\section*{Fock expansion of a two-electron S state: solution key}

\textbf{Premises.} Hartree atomic units, point nucleus of infinite mass and charge $Z$, no relativity,
\begin{equation}
H=-\tfrac12(\nabla_1^2+\nabla_2^2)+V,\qquad V=-\frac{Z}{r_1}-\frac{Z}{r_2}+\frac{\lambda}{r_{12}} .\tag{1}
\end{equation}
The spatial function $\psi$ obeys $H\psi=E\psi$, has $L=0$, is bounded, and is even ($^1S$) or odd ($^3S$) under exchange. Required: (a) the hyperspherical equation, (b) the spectrum of $\Lambda^2$, (c) the expansion and its recurrence, (d) the highest power of $\ln\rho$, (e) the orders $k\le2$, (f) the leading logarithms at $k=3,4$, (g) the range of validity, (h) numbers for $Z=3$.

\subsection*{(a) Hyperspherical equation}
An S state depends on $r_1,r_2$ and the angle $\theta$ between $\mathbf r_1$ and $\mathbf r_2$. Put $r_1=\rho\cos\beta$, $r_2=\rho\sin\beta$, $\alpha=2\beta\in[0,\pi]$, $t=\cos\theta$, and
\begin{equation}
u_0=\cos\alpha=\frac{r_1^2-r_2^2}{\rho^2},\quad u_1=t\sin\alpha=\frac{2\,\mathbf r_1\!\cdot\mathbf r_2}{\rho^2},\quad \xi=\frac{r_{12}}{\rho}=\sqrt{1-u_1},\quad \eta=\frac{r_1+r_2}{\rho}.\tag{2}
\end{equation}
Each $\nabla_i^2$ acts with the other vector fixed, which serves as polar axis, so
\[
\nabla_1^2+\nabla_2^2=\sum_i\Big(\partial_{r_i}^2+\frac{2}{r_i}\partial_{r_i}\Big)+\Big(\frac1{r_1^2}+\frac1{r_2^2}\Big)\partial_t(1-t^2)\partial_t .
\]
Plane polar coordinates give $\sum_i\partial_{r_i}^2=\partial_\rho^2+\rho^{-1}\partial_\rho+4\rho^{-2}\partial_\alpha^2$. The chain rule gives $\sum_i(2/r_i)\partial_{r_i}=4\rho^{-1}\partial_\rho+2\rho^{-2}(\cot\beta-\tan\beta)\partial_\beta=4\rho^{-1}\partial_\rho+8\rho^{-2}\cot\alpha\,\partial_\alpha$. Also $r_1^{-2}+r_2^{-2}=4/(\rho\sin\alpha)^2$. With $D=\rho\,\partial_\rho$,
\begin{equation}
\rho^2(\nabla_1^2+\nabla_2^2)=D^2+4D-\Lambda^2,\qquad
\Lambda^2=-\frac{4}{\sin^2\alpha}\Big[\partial_\alpha\sin^2\alpha\,\partial_\alpha+\partial_t(1-t^2)\partial_t\Big].\tag{3}
\end{equation}
$V$ is homogeneous of degree $-1$, so $U=\rho V=-2Z\eta/\sin\alpha+\lambda/\xi$ depends on angles only, and the Schr\"odinger equation times $-2\rho^2$ reads
\begin{equation}
(D^2+4D-\Lambda^2)\psi=2\rho U\psi-2E\rho^2\psi .\tag{4}
\end{equation}
The volume element is $8\pi^2r_1^2r_2^2\,dr_1dr_2\,dt=\pi^2\rho^5\sin^2\alpha\,d\rho\,d\alpha\,dt$. The normalised angular mean, and its form for exchange-even $f$ (exchange is $\alpha\to\pi-\alpha$), are
\begin{equation}
\langle f\rangle=\frac1\pi\int_0^\pi\!d\alpha\sin^2\alpha\int_{-1}^1\!dt\,f=\frac8\pi\int_0^{\pi/4}\!d\beta\,\sin^22\beta\,\langle f\rangle_t,\qquad \langle f\rangle_t=\frac12\int_{-1}^1 f\,dt .\tag{5}
\end{equation}

\subsection*{(b) Spectrum of $\Lambda^2$}
The eigenfunctions of $\Lambda^2$ on the unit sphere of $\mathbb R^6$ are restrictions of harmonic polynomials $\rho^KY_K$; by (3) their eigenvalue is $K(K+4)$. A rotationally invariant polynomial in two vectors is a polynomial in $r_1^2$, $r_2^2$, $\mathbf r_1\!\cdot\mathbf r_2$, all quadratic, so for S states $K=2n$ is even. There are $(n+1)(n+2)/2$ invariant monomials of degree $2n$; subtracting the $n(n+1)/2$ multiples of $\rho^2$ leaves $n+1$ harmonics,
\begin{equation}
Y_{nl}=\sin^l\alpha\;C^{(l+1)}_{n-l}(\cos\alpha)\,P_l(t),\qquad l=0,\dots,n,\qquad \Lambda^2Y_{nl}=2n(2n+4)Y_{nl},\tag{6}
\end{equation}
with Gegenbauer polynomials $C$ and exchange parity $(-1)^{n-l}$. By (3) and (5), $\Lambda^2$ is $-4$ times the Laplacian on a three-sphere on which $u_0,u_1$ are two of the four Cartesian coordinates. $U$ diverges as the inverse distance at three points of that sphere ($u_0=\pm1$, $u_1=1$), which is square integrable in three dimensions. Hence $U$ times a bounded function is square integrable, and the resolvent of $\Lambda^2$ maps it to a function with square-integrable second derivatives, which in three dimensions is bounded and continuous. Every step below stays in this class, on which $\Lambda^2$ is self-adjoint.

\subsection*{(c) Expansion and recurrence}
Project (4) on a normalised $Y_K$, $f_K=\langle Y_K\psi\rangle$:
\[
(D-K)(D+K+4)f_K=2\rho\langle Y_KU\psi\rangle-2E\rho^2f_K .
\]
The homogeneous solutions are $\rho^K$ and $\rho^{-K-4}$; the second is unbounded and is dropped. The source raises the power of $\rho$ by one or two, so iteration generates only integers $k\ge0$. On $\rho^kq(\ell)$, with $\ell=\ln\rho$ and $q$ a polynomial, $D$ acts as $k+d/d\ell$. For $K\ne k$ both factors are invertible on polynomials of given degree. For $K=k$ the first factor is $d/d\ell$, whose inversion raises the degree by one. A pure power series therefore cannot close in general, and the form that does close is
\begin{equation}
\psi=\sum_{k=0}^\infty\ \sum_{p=0}^{p_k}\rho^k(\ln\rho)^p\,\psi_{kp}(\alpha,\theta),\qquad p_k\ \text{finite}.\tag{7}
\end{equation}
From $D=k+d/d\ell$,
\[
(D^2+4D)\rho^k\ell^p=\rho^k\big[k(k+4)\ell^p+2(k+2)p\,\ell^{p-1}+p(p-1)\ell^{p-2}\big].
\]
The functions $\rho^k\ell^p$ are linearly independent. Collecting the coefficient of $\rho^k\ell^p$ in (4), to which $\psi_{k,p+1}$ and $\psi_{k,p+2}$ contribute through the second and third terms, gives the recurrence
\begin{equation}
\big[\Lambda^2-k(k+4)\big]\psi_{kp}=2(k+2)(p+1)\psi_{k,p+1}+(p+1)(p+2)\psi_{k,p+2}-2U\psi_{k-1,p}+2E\psi_{k-2,p},\tag{8}
\end{equation}
with $\psi_{kp}=0$ for $k<0$.

\subsection*{(d) Solvability and the highest logarithm}
Let $m_k=\max(p_{k-1},p_{k-2})$, so that the last two terms of (8) vanish for $p>m_k$.

\emph{Odd $k$.} $k(k+4)$ is not an eigenvalue. If $p_k>m_k$, (8) at $p=p_k$ has zero right side and forces $\psi_{k,p_k}=0$. So $p_k\le m_k$, and (8) fixes all $\psi_{kp}$ uniquely, downward in $p$.

\emph{Even $k$.} Let $\mathcal P_k$ project on the kernel of $\Lambda^2-k(k+4)$. Self-adjointness makes $\mathcal P_k$ annihilate the left side of (8), so
\begin{equation}
2(k+2)(p+1)\mathcal P_k\psi_{k,p+1}=-(p+1)(p+2)\mathcal P_k\psi_{k,p+2}+2\mathcal P_k\big[U\psi_{k-1,p}-E\psi_{k-2,p}\big].\tag{9}
\end{equation}
If $p_k\ge m_k+2$, (8) at $p=p_k$ puts $\psi_{k,p_k}$ in the kernel and (9) at $p=p_k-1$ sets its kernel part to zero, a contradiction. So $p_k\le m_k+1$, and $\psi_{k,m_k+1}$ is a pure harmonic. Equation (9) fixes the kernel parts for $p\ge1$, (8) fixes the parts outside the kernel, and only $\mathcal P_k\psi_{k0}$ stays free.

At $k=0$ there is no source and the same argument gives $p_0=0$, $\psi_{00}$ constant; then $p_1=0$. Induction yields $p_{2n}\le n$ and $p_{2n+1}\le n$:
\begin{equation}
p\le\lfloor k/2\rfloor\quad(^1S).\tag{10}
\end{equation}
For $^3S$ the lowest odd harmonic is $u_0$, the series starts at $k=2$, and $p\le\lfloor(k-2)/2\rfloor$; the first possible logarithm is $\rho^4\ln\rho\,u_0u_1$. For $^1S$ the free constants at $k=2n$ number $\lfloor n/2\rfloor+1$. They and $E$ are fixed by decay at $\rho\to\infty$, not by (8).

\subsection*{(e) Orders $k\le2$ for $^1S$, $\psi_{00}=1$}
\emph{$k=1$.} $(\Lambda^2-5)\psi_{10}=-2U$ is equivalent to $(\nabla_1^2+\nabla_2^2)\rho\psi_{10}=2V$. Since $\nabla_i^2r_i=2/r_i$ and $(\nabla_1^2+\nabla_2^2)r_{12}=4/r_{12}$,
\begin{equation}
\psi_{10}=-Z\eta+\tfrac12\lambda\xi ,\tag{11}
\end{equation}
unique by (d). It carries the cusp slopes $-Z$ and $\lambda/2$.

\emph{$k=2$.} The kernel is spanned by $u_0,u_1$; only $u_1$ is even, so $\psi_{21}=C_{21}u_1$. With $\langle u_1^2\rangle=1/4$, (9) at $p=0$ reads $8C_{21}/4=2\langle u_1U\psi_{10}\rangle$, because $\langle u_1\rangle=0$ removes $E$. Now
\[
U\psi_{10}=\frac{2Z^2\eta^2}{\sin\alpha}+\frac{\lambda^2}{2}-Z\lambda W,\qquad W=\frac{\eta\xi}{\sin\alpha}+\frac{\eta}{\xi}.
\]
The first two terms are independent of $t$ and orthogonal to $u_1$, so $C_{21}=-Z\lambda\langle u_1W\rangle$. For $\beta\le\pi/4$ write $s=\sin\beta$, $c=\cos\beta$, $\eta=s+c$. The Legendre generating function gives the first mean below; the second follows from $\xi=(s^2+c^2-2sct)/\xi$ and $(2l+1)tP_l=(l+1)P_{l+1}+lP_{l-1}$:
\begin{equation}
\langle P_l/\xi\rangle_t=\frac{s^l}{(2l+1)c^{l+1}},\qquad
\langle P_l\xi\rangle_t=\frac1{2l+1}\Big[\frac{s^{l+2}}{(2l+3)c^{l+1}}-\frac{s^l}{(2l-1)c^{l-1}}\Big].\tag{12}
\end{equation}
With $l=1$ and (5),
\[
\langle u_1W\rangle=\frac{64}{3\pi}\int_0^{\pi/4}\!d\beta\Big[\frac{s^6}{10}+\frac{11s^5c}{10}+\frac{s^4c^2}{2}-\frac{s^3c^3}{2}\Big].
\]
The integrals of $s^6$, $s^5c$, $s^4c^2$, $s^3c^3$ are $\frac{5\pi}{64}-\frac{11}{48}$, $\frac1{48}$, $\frac{\pi}{64}-\frac1{48}$, $\frac1{24}$, and the bracket integrates to $(\pi-2)/64$. Hence
\begin{equation}
C_{21}=-\kappa Z\lambda,\quad \kappa=\frac{\pi-2}{3\pi}=0.12113,\qquad \rho^2\ln\rho\,\psi_{21}=-\kappa Z\lambda\,(\mathbf r_1\!\cdot\mathbf r_2)\ln(r_1^2+r_2^2).\tag{13}
\end{equation}
The logarithm needs both interactions. For $\psi_{20}$, $(\nabla_1^2+\nabla_2^2)(r_1r_2+\rho^2/3)=4\eta^2/\sin\alpha$ and $(\nabla_1^2+\nabla_2^2)\rho^2=12$ solve the $Z^2$, $\lambda^2$ and $E$ parts:
\begin{equation}
\psi_{20}=Z^2\Big(\frac{\sin\alpha}2+\frac13\Big)+\frac{\lambda^2}{12}-\frac E6+Z\lambda\chi+a\,u_1,\qquad(\Lambda^2-12)\chi=2W-8\kappa u_1,\tag{14}
\end{equation}
with $\langle u_1\chi\rangle=0$ and $a$ free. The mean of the last equation is $-12\langle\chi\rangle=2\langle W\rangle$. From (12) with $l=0$,
\[
\langle W\rangle=\frac{32}\pi\int_0^{\pi/4}\!d\beta\,(s+c)\Big[\frac{sc^2}2+\frac{s^3}6+s^2c\Big]=2+\frac4\pi,
\]
so $\langle\chi\rangle=-(\pi+2)/(3\pi)$; also $\langle\sin\alpha\rangle=8/(3\pi)$.

\emph{Why the logarithm cannot be dropped.} Take $\phi=1+\rho\psi_{10}+\rho^2g+\dots$ with any $g(\alpha,\theta)$ of the class in (b), as in a polynomial in $r_1,r_2,r_{12}$ with the first-order terms (11). The $\rho^{-1}$ terms of $H\phi$ cancel and
\[
E_{\rm loc}=\lim_{\rho\to0}H\phi/\phi=\tfrac12(\Lambda^2-12)g+U\psi_{10}.
\]
The first term is orthogonal to $u_1$, so $E_{\rm loc}$ contains $4C_{21}u_1$ whatever $g$ is. Its root-mean-square spread over directions is at least $2|C_{21}|$.

\subsection*{(f) Leading logarithms at $k=3,4$}
\emph{$k=3$, $p=1$.} $(\Lambda^2-21)\psi_{31}=-2U\psi_{21}$ means $(\nabla_1^2+\nabla_2^2)\rho^3\psi_{31}=4C_{21}xV$ with $x=\mathbf r_1\!\cdot\mathbf r_2$. For the nuclear part, $(\nabla_1^2+\nabla_2^2)(r_ix)=4x/r_i$. For the repulsion use the orthogonal variables $\mathbf R,\mathbf r=(\mathbf r_1\pm\mathbf r_2)/\sqrt2$, with $x=(R^2-r^2)/2$ and $r_{12}=\sqrt2r$. The source is $\sqrt2C_{21}\lambda(R^2/r-r)$; the Laplacians of $rR^2$ and $r^3$ are $2R^2/r+6r$ and $12r$, so the solution is $\sqrt2C_{21}\lambda(rR^2/2-r^3/3)$. With $r^2=\rho^2\xi^2/2$, $R^2=\rho^2-r^2$ and $6-5\xi^2=1+5u_1$,
\begin{equation}
\psi_{31}=C_{21}\Big[-\tfrac12Z\eta u_1+\tfrac1{12}\lambda\xi(1+5u_1)\Big].\tag{15}
\end{equation}

\emph{$k=4$, $p=2$.} Equation (9) at $p=1$ gives $\psi_{42}=\frac1{12}\mathcal P_4[U\psi_{31}-E\psi_{21}]$. The even kernel is spanned by $e_0=4u_0^2-1$ and $e_2=\sqrt8\sin^2\alpha\,P_2(t)$, orthonormal under (5). The $Z^2$ term of $U\psi_{31}/C_{21}$ is odd in $t$, and the $\lambda^2$ term and $\psi_{21}$ are harmonics with $n\le1$; all project to zero. There remains
\[
\psi_{42}=\frac{\kappa Z^2\lambda^2}{12}\mathcal P_4G,\qquad G=\frac{\eta u_1}{2\xi}+\frac{\eta\xi(1+5u_1)}{6\sin\alpha}.
\]
From (12), the Legendre recurrence and $s^2+c^2=1$,
\[
\langle G\rangle_t=\eta\Big[\frac{s^2}{3c}+\frac{\cos^2\alpha}{12sc^2}\Big],\qquad
\langle P_2G\rangle_t=\eta\Big[-\frac{7s}{60}+\frac{2s^2}{15c}+\frac{s^3}{210c^2}+\frac{3s^4}{35c^3}+\frac{13s^5}{1260c^4}\Big].
\]
In the first projection $2s\eta=1-u_0+\sin\alpha$ and $4s^3c=(1-u_0)\sin\alpha$, so
\[
\langle e_0G\rangle=\frac2{3\pi}\int_0^{\pi/2}\!d\alpha\,e_0\big[(1-2u_0+2u_0^2)\sin\alpha+1-u_0\big]=\frac2{3\pi}\Big[\frac4{15}+\frac\pi2-\frac53\Big]=\frac{5\pi-14}{15\pi}.
\]
In the second, $\langle\sin^2\alpha\,P_2G\rangle=\frac{128}{1260\pi}J$, where
\[
J=\int_0^{\pi/4}\!d\beta\,\big[13s^{10}+114s^8c^2+21s^6c^4+121s^9c+174s^7c^3-147s^5c^5\big].
\]
The first three terms give $\frac{105\pi}{64}-\frac{73}{16}$ and the last three $-\frac1{32}$, so $J=21(5\pi-14)/64$ and $\langle e_2G\rangle=\sqrt2\langle e_0G\rangle$. Since $e_0+\sqrt2e_2=3(1-2\sin^2\alpha\sin^2\theta)$,
\begin{equation}
\psi_{42}=C_{42}(1-2\sin^2\alpha\sin^2\theta),\qquad C_{42}=\frac{(\pi-2)(5\pi-14)}{180\pi^2}Z^2\lambda^2=1.0975\times10^{-3}Z^2\lambda^2 .\tag{16}
\end{equation}
The bound (10) is thus reached at $k=2$ and $k=4$ when $Z\lambda\neq0$.

\subsection*{(g) Range of validity}
(i) Equation (8) holds for any state if $\Lambda^2$ is the full operator on the sphere in $\mathbb R^6$. The form (3), the even resonances and (10) need $L=0$; states of odd parity resonate at odd $k$. (ii) Normalisation $\psi_{00}=1$ needs $\psi\ne0$ at the triple coalescence. (iii) The derivation is order by order: it gives necessary conditions on (7), not convergence. The expansion is due to Fock (1954), after Bartlett (1937) noted that logarithms are needed; convergence of the S-state series was analysed by Morgan (1986). (iv) Scaling $\mathbf r\to\mathbf r/Z$ leaves $\lambda/Z$ as the only parameter of (1), so a short truncation needs $Z\rho\ll1$ when $|\lambda|\lesssim Z$. Writing $\ln\rho=\ln Z\rho-\ln Z$ shows that a change of length unit moves $C_{21}\ln Z$ between $\psi_{21}$ and $a$: $C_{21}$ is fixed by $Z\lambda$, while $a$ depends on the state and on the unit inside the logarithm. (v) A finite nuclear mass changes the kinetic operator and hence the coefficients, and $\rho$ must exceed the nuclear radius. Relativity replaces the constant at a point nucleus by $(Zr)^{\gamma-1}$ per electron, $\gamma=\sqrt{1-Z^2\alpha_{\rm fs}^2}$, a logarithm already at order $\rho^0$.

\subsection*{(h) Illustration: $Z=3$}
Isolate the $u_1$ channel, $f(\rho)=4\langle u_1\psi\rangle=b\rho+\rho^2(C_{21}\ln\rho+a)+\rho^3(d\ln\rho+d_0)+\dots$ A coordinate $u$ of the three-sphere has weight $(2/\pi)\sqrt{1-u^2}$, which gives $\langle u_1\xi\rangle=-32\sqrt2/(105\pi)$ and $\langle u_1^2\xi\rangle=32\sqrt2/(63\pi)$; (5) gives $\langle\eta u_1^2\rangle=1024/(945\pi)$. From (11) and (15),
\begin{equation}
b=-\frac{64\sqrt2\,\lambda}{105\pi},\qquad d=-C_{21}\,\frac{64\,(32Z-11\sqrt2\lambda)}{945\pi}.\tag{17}
\end{equation}
With $\rho$ in bohr:
\[
\begin{array}{c|ccccc}
\lambda&b&C_{21}&d&10^3C_{42}&2|C_{21}|\ (E_h)\\\hline
1\ (\mathrm{Li}^+)&-0.2744&-0.3634&0.6302&9.878&0.7268\\
1/2&-0.1372&-0.1817&0.3455&2.469&0.3634
\end{array}
\]
The last column is an exact lower bound: a logarithm-free function of the form in (e) leaves for Li$^+$ a local-energy spread of at least $0.7268\,E_h$ at the triple coalescence.

For the Li$^+$ ground state take the approximate input $E=-7.28\,E_h$. The $Z^2$, $\lambda^2$, $E$ and $Z\lambda$ parts of (14) give $\langle\psi_{20}\rangle=6.820+0.083+1.213-1.637=6.48$, independent of $a$. Then
\[
\begin{array}{c|cccc|c}
\rho&b\rho&C_{21}\rho^2\ln\rho&C_{21}\rho^2\ln Z&d\rho^3\ln\rho&\rho^2\langle\psi_{20}\rangle\\\hline
0.1&-2.744\times10^{-2}&8.367\times10^{-3}&-3.992\times10^{-3}&-1.451\times10^{-3}&6.48\times10^{-2}\\
0.01&-2.744\times10^{-3}&1.673\times10^{-4}&-3.992\times10^{-5}&-2.902\times10^{-6}&6.48\times10^{-4}
\end{array}
\]
The mean regular second-order term exceeds the root-mean-square logarithmic term $|C_{21}\rho^2\ln\rho|/2$ by a factor of 15 at $\rho=0.1$ and 7.7 at $\rho=0.01$: the logarithm matters through its angular channel and its non-analyticity, not through its size. In that channel $a\rho^2$ and $d_0\rho^3$ require the global solution. The $\ln Z$ column is the shift of the logarithmic term when $\ln\rho$ is replaced by $\ln Z\rho$ (length unit $1/Z$). Since $C_{21}\ln\rho+a=C_{21}\ln Z\rho+(a-C_{21}\ln Z)$, the term $a\rho^2$ shifts by the opposite amount, $-C_{21}\rho^2\ln Z$. Its size is about half of the logarithmic term at $\rho=0.1$, so the entries are values of single terms and their sum is not $f$. The next logarithm amounts to $|d\rho/C_{21}|=0.17$ of the first at $\rho=0.1$. The relativistic term $-\tfrac12Z^2\alpha_{\rm fs}^2\ln Zr$ is $8.4\times10^{-4}$ at $r=0.01$, larger than the Fock logarithm at $\rho=0.01$, although it does not depend on $\theta$; at such radii (7) describes the Hamiltonian (1) and no longer the ion in full.